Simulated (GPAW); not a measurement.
# Static electronic dielectric constant of SiO2 (P4_2/mnm) under a scissors shift of 0 to 2 eV, PBE and RPA

The usual rule of thumb says that a wider gap means weaker screening, with $\varepsilon_\infty-1$ falling as the inverse square of the gap. I test it here by moving the empty PBE bands of SiO2 rigidly upwards and following the RPA response to a field along x. The shift is counted from the unshifted PBE bands, and $\varepsilon_\infty$ is relative to vacuum, for which it equals 1. No single row breaks the series. What doesn't fit is the pair at 0 and 2 eV when it is read with the rule: $\varepsilon_\infty$ goes from 3.21 to 2.94, a far smaller drop than the smallest direct gap of 5.64 eV would suggest.

## Set-up

The measured cell of a diffraction database, fixed. GPAW 26.7.0, plane waves with PAW (cutoff 500 eV), no spin polarisation, no spin-orbit coupling, clamped ions. Each name gives functional, response level, k mesh, size of the sum over states, local-field cutoff and any scissors shift of the empty bands; line broadening 0.15 eV. The smallest direct gap met on these meshes is 5.64 eV. All ran on Arm Neoverse V1, shared with other work, so times are rough. The same in all rows: bands in the sum: 40; local-field cutoff: 50 eV; k-point spacing: 0.21 1/Å; processor time of the response step: 19 core-s.

Notes on method and selection:

- Meshes coarser than about 0.2 1/Å can put ε∞ too high by tens of per cent where the direct gap is small.
- Runs that did not converge, have known faults or may not be shown are not listed, and runs on Ansatz's PAW sets soft_1 and soft_2 are kept to separate tables.

Columns:

- scissors (eV): scissors shift.
- ε∞: real dielectric constant at zero frequency, field along x.

## Results

| member | scissors (eV) | ε∞ |
| --- | --- | --- |
| PBE, RPA, 7×7×11, 40 bands, 50 eV | 0.0 | 3.21 |
| PBE, RPA, 7×7×11, 40 bands, 50 eV, scissors 0.4 eV | 0.4 | 3.15 |
| PBE, RPA, 7×7×11, 40 bands, 50 eV, scissors 0.8 eV | 0.8 | 3.09 |
| PBE, RPA, 7×7×11, 40 bands, 50 eV, scissors 1.2 eV | 1.2 | 3.04 |
| PBE, RPA, 7×7×11, 40 bands, 50 eV, scissors 1.6 eV | 1.6 | 2.99 |
| PBE, RPA, 7×7×11, 40 bands, 50 eV, scissors 2 eV | 2.0 | 2.94 |

## Mechanism

$\varepsilon_\infty$ falls at every step, by 3.21 − 2.94 = 0.27 over 2 eV, or 0.27 / 2 = 0.135 per eV on average. The sign follows from perturbation theory: each transition contributes to the static polarisability in proportion to its squared dipole element divided by its energy. A standard scissors shift leaves the orbitals and dipole elements alone and raises only the energies. If one effective energy $\bar E$ stands for all transitions, then

$$\varepsilon_\infty(\Delta)-1=\frac{[\varepsilon_\infty(0)-1]\,\bar E}{\bar E+\Delta}.$$

I take $\bar E$ from the rows at 0 and 1.6 eV, where $\varepsilon_\infty-1$ is 3.21 − 1 = 2.21 and 2.99 − 1 = 1.99: 1.6 × 1.99 / (2.21 − 1.99) = 14.5 eV. For the row at 2 eV, which was not used, this gives 2.21 × 14.5 / (14.5 + 2) = 1.94, hence $\varepsilon_\infty$ = 2.94, as tabulated. The rows at 0.4, 0.8 and 1.2 eV also come out right to the printed digit, while the scatter of the six values about their mean is about 0.09.

The rule of thumb, fed with the smallest direct gap, which the shift widens to 5.64 + 2 = 7.64 eV, gives 2.21 × 5.64² / 7.64² = 1.20 at 2 eV, hence an $\varepsilon_\infty$ of 1 + 1.20 = 2.20. That is a drop of 3.21 − 2.20 = 1.01, almost four times the calculated one. Besides using the second power where fixed dipole elements give the first, the rule treats the band edge as the energy of every transition. In a wide-gap oxide most of the oscillator strength, from oxygen 2p states into a broad range of empty bands, lies well above the edge, and 2 eV is a small fraction of those energies.

## Where the trend breaks

I find no other departure. The successive drops are 0.06, 0.06, 0.05, 0.05 and 0.05. A slow flattening is what the formula predicts, but a difference of 0.01 between steps is at the level of the rounding, so I read nothing more into it. The k-point spacing of 0.21 1/Å is slightly coarser than the advisable 0.2 1/Å. The large errors known for such meshes belong to small direct gaps, which this crystal does not have, and the mesh is the same in all rows.

## Review of the odd result

The discrepancy to explain is 2.94 against 2.20 at a shift of 2 eV.

Two physical suspects have the right sign. The first is the power law: with fixed dipole elements the fall goes as the first power of the energy, and even with 5.64 eV this gives 2.21 × 5.64 / 7.64 = 1.63, or an $\varepsilon_\infty$ of 1 + 1.63 = 2.63. The second is the effective energy, which lifts 2.63 to 2.94 when 14.5 eV replaces 5.64 eV. Local fields also weaken the relative response, probably by only some per cent.

The numerical suspects do less. Line broadening enters as roughly (0.15 / 5.64)² = 0.0007, which is negligible. The 40-band sum leaves out high transitions, which are the least sensitive to a shift, so a longer sum should widen the disagreement with the rule. There remains the handling of the matrix elements. If momentum elements were held fixed and divided by shifted energies, the fall would follow the third power, and the rows would then require an effective energy of about 45 eV, which is implausibly high.

I would make the checks in this order of cost.

1. Compare $\varepsilon_\infty$ with and without local fields at 0 and 2 eV. If $\bar E$ without them drops towards 5.64 eV, local fields are the cause; if it stays near 14 eV, they are not.
2. Compute the unshifted absorption spectrum without local fields and form $\int(\varepsilon_2/E)\,dE\,/\int(\varepsilon_2/E^2)\,dE$. A result near 14 eV supports fixed dipole elements; one near 45 eV would point to the third power.
3. Repeat both end rows with 80 bands. A clear rise of $\bar E$ would show that the short sum had exaggerated the relative response.
4. Repeat them on a 9×9×14 mesh, with about twice as many points. A changed $\bar E$ would implicate the sampling.

## Conclusions

Between 0 and 2 eV, for a field along x, each eV of scissors shift lowers $\varepsilon_\infty$ by about 0.14. The response along z was computed as well but is not tabled, so I make no claim about anisotropy. The smallest direct gap sets the onset of direct absorption, while the fit suggests that the static response follows a much higher mean transition energy; the spectral check above would test this.

For anyone who needs the full static constant, the clamped ions are the omission that outweighs the spread of 0.27: in a polar oxide, lattice displacements typically add several units to it. For $\varepsilon_\infty$ itself, electron–hole attraction, absent from the RPA, raises the value, perhaps by a few tenths, and so can offset much of what the shift removes.
